**Cadmium atom: 4s level, orbital radii and atomic size under SIC, Latter tail, PBE and Xα**

The table holds the 4s eigenvalue, 4s radii, the radius at density 0.001 and Σ⟨r²⟩ of neutral Cd (4d¹⁰5s²) from spherical, scalar-relativistic all-electron Kohn-Sham runs with LDA plus self-interaction correction, LDA plus Latter tail, PBE and Xα with α = 1. The program fits nothing: it prints spreads, pairwise changes and orders, the SIC–Latter gap shell by shell, and one parameter-free estimate, the hydrogenic 1s self-interaction shift of 0.268 ζ hartree. The 4s level spreads by 8.7 % but its radius by 1.4 %, SIC being deepest and largest, while the two size columns follow the 5s radius. The 1s estimate lies 2 to 5 % above the computed gap of 352 eV, and gap over ⟨1/r⟩ stays between 0.205 and 0.289 from 1s to 4d, falling to 0.138 for 5s, where the Latter tail itself acts. Against a rough recalled ionisation energy of 9 eV the 5s level is too shallow by 37 % in PBE and about 20 % with the Latter tail and Xα, and close with SIC.

All-electron Kohn-Sham calculations with ld1.x of Quantum ESPRESSO 7.5 for the neutral Cd atom (Z = 48) in the configuration [Kr] 4d10 5s2. All runs are scalar-relativistic, with spherical densities and a point nucleus. Eigenvalues are negative for bound levels.

## Analysis program

```python
# Table: Cd atom (4d10 5s2), Quantum ESPRESSO ld1.x, spherical scalar-relativistic Kohn-Sham; 4s eigenvalue,
# 4s radii and atomic size for LDA+SIC, LDA+Latter tail, PBE, Xalpha 1.0. Tested: level depth against size,
# shell scaling of the SIC-Latter gap, and a hydrogenic 1s estimate of the self-interaction shift.
T = {
    'functional': ['LDA-PZ', 'LDA-PW92', 'LDA-PZ', 'PBE', 'Xalpha 1.0'],
    'spin_polarised': ['spin-polarised', 'spin-polarised', 'spin-polarised', 'no spin polarisation', 'no spin polarisation'],
    'correction': ['SIC', 'SIC', 'Latter tail', 'none', 'none'],
    'eigenvalue_4s': [-115.65, -115.65, -106.87, -105.92, -112.76],  # eV
    'mean_radius_4s': [0.87994, 0.87996, 0.87834, 0.87909, 0.86781],  # bohr
    'mean_inverse_radius_4s': [1.5771, 1.577, 1.5777, 1.5721, 1.5946],  # 1/bohr
    'radius_at_density_0_001': [4.3735, 4.3734, 4.5231, 4.3844, 4.1872],  # bohr
    'sum_of_r_squared': [50.27, 50.26, 53.56, 50.59, 44.94],  # bohr²
}
import numpy as np
from scipy.constants import physical_constants as pc
Ha = pc['Hartree energy in eV'][0]
def row(f, c):
    return [i for i in range(len(T['functional'])) if T['functional'][i].startswith(f) and c in T['correction'][i]][0]
names = ['PZ+SIC', 'PW92+SIC', 'PZ+Latter', 'PBE', 'Xalpha']
ix = [row('LDA-PZ', 'SIC'), row('LDA-PW92', 'SIC'), row('LDA-PZ', 'Latter'), row('PBE', 'none'), row('Xalpha', 'none')]
g = lambda k: np.array([T[k][i] for i in ix], float)
e4, r4, q4 = g('eigenvalue_4s'), g('mean_radius_4s'), g('mean_inverse_radius_4s')
R, S = g('radius_at_density_0_001'), g('sum_of_r_squared')
# further outputs of the same runs (eV, bohr, 1/bohr, hartree), in the order of names
e5 = np.array([-8.902278, -8.898882, -7.219883, -5.659534, -7.322934])
ed = np.array([-18.94359, -18.9501, -12.87854, -11.73301, -16.52115])
r5 = np.array([2.883153, 2.883091, 3.078072, 2.899381, 2.683378])
rd = np.array([1.287461, 1.287303, 1.292912, 1.289469, 1.221169])
q5 = np.array([0.4471347, 0.447183, 0.4218971, 0.4431929, 0.4789155])
xc = np.array([-159.5885, -159.6024, -149.1563, -154.2998, -219.6788])
sh = ['1s', '2s', '2p', '3s', '3p', '3d', '4s', '4p', '4d', '5s']
eS = np.array([-26846.21, -4003.735, -3620.897, -757.1809, -625.9771, -423.4758, e4[0], -76.03046, ed[0], e5[0]])
eL = np.array([-26494.54, -3935.251, -3533.449, -733.8093, -601.9972, -395.0611, e4[2], -68.00858, ed[2], e5[2]])
qS = np.array([50.63919, 11.51434, 11.12213, 4.055379, 3.866481, 3.647065, q4[0], 1.419935, 1.056149, q5[0]])
r1s = 0.0303825  # PZ+SIC run
F0 = {'4s': 28.17666, '4p': 25.96121, '4d': 20.28274, '5s': 9.165668}  # Xalpha run, eV
IE = 9.0  # rough recalled first ionisation energy of Cd, eV
print('Rounding: 4s level 0.005 eV, 4s radius 0.000005 bohr, sum r^2 0.005 bohr^2')
print('Spread (max-min, % of mean):')
for n, v, u in [('4s level', e4, 'eV'), ('4s radius', r4, 'bohr'), ('4s <1/r>', q4, '1/bohr'),
                ('density radius', R, 'bohr'), ('sum r^2', S, 'bohr^2'), ('5s radius', r5, 'bohr')]:
    print(f'  {n}: {np.ptp(v):.4f} {u}, {100*np.ptp(v)/abs(v.mean()):.1f} %')
print('Change A minus B: 4s, 4d, 5s level (eV); 4s, 4d, 5s radius, density radius, sum r^2 (%)')
for a, b in [(1, 0), (0, 2), (0, 3), (2, 3), (4, 3)]:
    p = [100*(v[a]/v[b]-1) for v in (r4, rd, r5, R, S)]
    print(f'  {names[a]}-{names[b]}: {e4[a]-e4[b]:+.2f} {ed[a]-ed[b]:+.2f} {e5[a]-e5[b]:+.2f}; ' + ' '.join(f'{x:+.2f}' for x in p))
print(f'PZ+SIC minus PZ+Latter: 4s radius {r4[0]-r4[2]:+.5f} bohr, 4s <1/r> {q4[0]-q4[2]:+.4f} 1/bohr')
for n, v in [('4s level, deep first', e4[[0, 2, 3, 4]]), ('4s radius', r4[[0, 2, 3, 4]]), ('5s radius', r5[[0, 2, 3, 4]]),
             ('density radius', R[[0, 2, 3, 4]]), ('sum r^2', S[[0, 2, 3, 4]])]:
    print(f'Order of {n}: ' + ' < '.join(np.array(names)[[0, 2, 3, 4]][np.argsort(v)]))
print(f'Latter minus SIC (bohr^2): sum r^2 {S[2]-S[0]:+.2f}; n<r>^2 of 5s {2*(r5[2]**2-r5[0]**2):+.2f},'
      f' 4d {10*(rd[2]**2-rd[0]**2):+.2f}, 4s {2*(r4[2]**2-r4[0]**2):+.3f}')
print(f'Latter minus SIC, 5s <1/r>: {q5[2]-q5[0]:+.4f} 1/bohr ({2*Ha*(q5[2]-q5[0]):+.2f} eV for two electrons)')
gap = eL - eS
ratio = gap/(qS*Ha)
print('SIC below Latter by shell: gap (eV), gap/<1/r> (hartree bohr), gap/F0 of Xalpha run')
for s, x, y in zip(sh, gap, ratio):
    print(f'  {s}: {x:7.2f}  {y:.3f}' + (f'  {x/F0[s]:.2f}' if s in F0 else ''))
vx = (6/np.pi)**(1/3)*(27/64)/np.pi**(1/3)
c = 5/8 - vx
print(f'Hydrogenic 1s: self-Hartree 0.625, self-exchange potential {vx:.3f}, net {c:.3f} x zeta hartree')
est = [c*z*Ha for z in (qS[0], 1.5/r1s)]
for n, z, x in zip(['<1/r>', '1.5/<r>'], (qS[0], 1.5/r1s), est):
    print(f'  zeta from {n} = {z:.2f}: {x:.0f} eV against gap {gap[0]:.0f} eV ({100*(x/gap[0]-1):+.1f} %)')
print('5s binding minus rough 9.0 eV (eV, %); 5s-4d spacing (eV); 5s decay constant (1/bohr)')
for i in (0, 2, 3, 4):
    print(f'  {names[i]}: {-e5[i]-IE:+.1f}, {100*(-e5[i]/IE-1):+.0f} %; {e5[i]-ed[i]:.2f}; {np.sqrt(-2*e5[i]/Ha):.3f}')
print(f'xc energy ratio: Xalpha/PZ+Latter {xc[4]/xc[2]:.2f}, Xalpha/PBE {xc[4]/xc[3]:.2f}')
assert e4[0] < e4[2] and r4[0] > r4[2]
assert list(np.argsort(r5[[0, 2, 3, 4]])) == list(np.argsort(S[[0, 2, 3, 4]])) == list(np.argsort(R[[0, 2, 3, 4]]))
assert e5[2] < e5[3] and r5[2] > r5[3] and np.argmin(ratio) == 9
assert all(abs(x/gap[0]-1) < 0.1 for x in est)
```

Output:

```
Rounding: 4s level 0.005 eV, 4s radius 0.000005 bohr, sum r^2 0.005 bohr^2
Spread (max-min, % of mean):
  4s level: 9.7300 eV, 8.7 %
  4s radius: 0.0121 bohr, 1.4 %
  4s <1/r>: 0.0225 1/bohr, 1.4 %
  density radius: 0.3359 bohr, 7.7 %
  sum r^2: 8.6200 bohr^2, 17.3 %
  5s radius: 0.3947 bohr, 13.7 %
Change A minus B: 4s, 4d, 5s level (eV); 4s, 4d, 5s radius, density radius, sum r^2 (%)
  PW92+SIC-PZ+SIC: +0.00 -0.01 +0.00; +0.00 -0.01 -0.00 -0.00 -0.02
  PZ+SIC-PZ+Latter: -8.78 -6.07 -1.68; +0.18 -0.42 -6.33 -3.31 -6.14
  PZ+SIC-PBE: -9.73 -7.21 -3.24; +0.10 -0.16 -0.56 -0.25 -0.63
  PZ+Latter-PBE: -0.95 -1.15 -1.56; -0.09 +0.27 +6.16 +3.16 +5.87
  Xalpha-PBE: -6.84 -4.79 -1.66; -1.28 -5.30 -7.45 -4.50 -11.17
PZ+SIC minus PZ+Latter: 4s radius +0.00160 bohr, 4s <1/r> -0.0006 1/bohr
Order of 4s level, deep first: PZ+SIC < Xalpha < PZ+Latter < PBE
Order of 4s radius: Xalpha < PZ+Latter < PBE < PZ+SIC
Order of 5s radius: Xalpha < PZ+SIC < PBE < PZ+Latter
Order of density radius: Xalpha < PZ+SIC < PBE < PZ+Latter
Order of sum r^2: Xalpha < PZ+SIC < PBE < PZ+Latter
Latter minus SIC (bohr^2): sum r^2 +3.29; n<r>^2 of 5s +2.32, 4d +0.14, 4s -0.006
Latter minus SIC, 5s <1/r>: -0.0252 1/bohr (-1.37 eV for two electrons)
SIC below Latter by shell: gap (eV), gap/<1/r> (hartree bohr), gap/F0 of Xalpha run
  1s:  351.67  0.255
  2s:   68.48  0.219
  2p:   87.45  0.289
  3s:   23.37  0.212
  3p:   23.98  0.228
  3d:   28.41  0.286
  4s:    8.78  0.205  0.31
  4p:    8.02  0.208  0.31
  4d:    6.07  0.211  0.30
  5s:    1.68  0.138  0.18
Hydrogenic 1s: self-Hartree 0.625, self-exchange potential 0.357, net 0.268 x zeta hartree
  zeta from <1/r> = 50.64: 369 eV against gap 352 eV (+4.9 %)
  zeta from 1.5/<r> = 49.37: 360 eV against gap 352 eV (+2.2 %)
5s binding minus rough 9.0 eV (eV, %); 5s-4d spacing (eV); 5s decay constant (1/bohr)
  PZ+SIC: -0.1, -1 %; 10.04; 0.809
  PZ+Latter: -1.8, -20 %; 5.66; 0.728
  PBE: -3.3, -37 %; 6.07; 0.645
  Xalpha: -1.7, -19 %; 9.20; 0.734
xc energy ratio: Xalpha/PZ+Latter 1.47, Xalpha/PBE 1.42
```
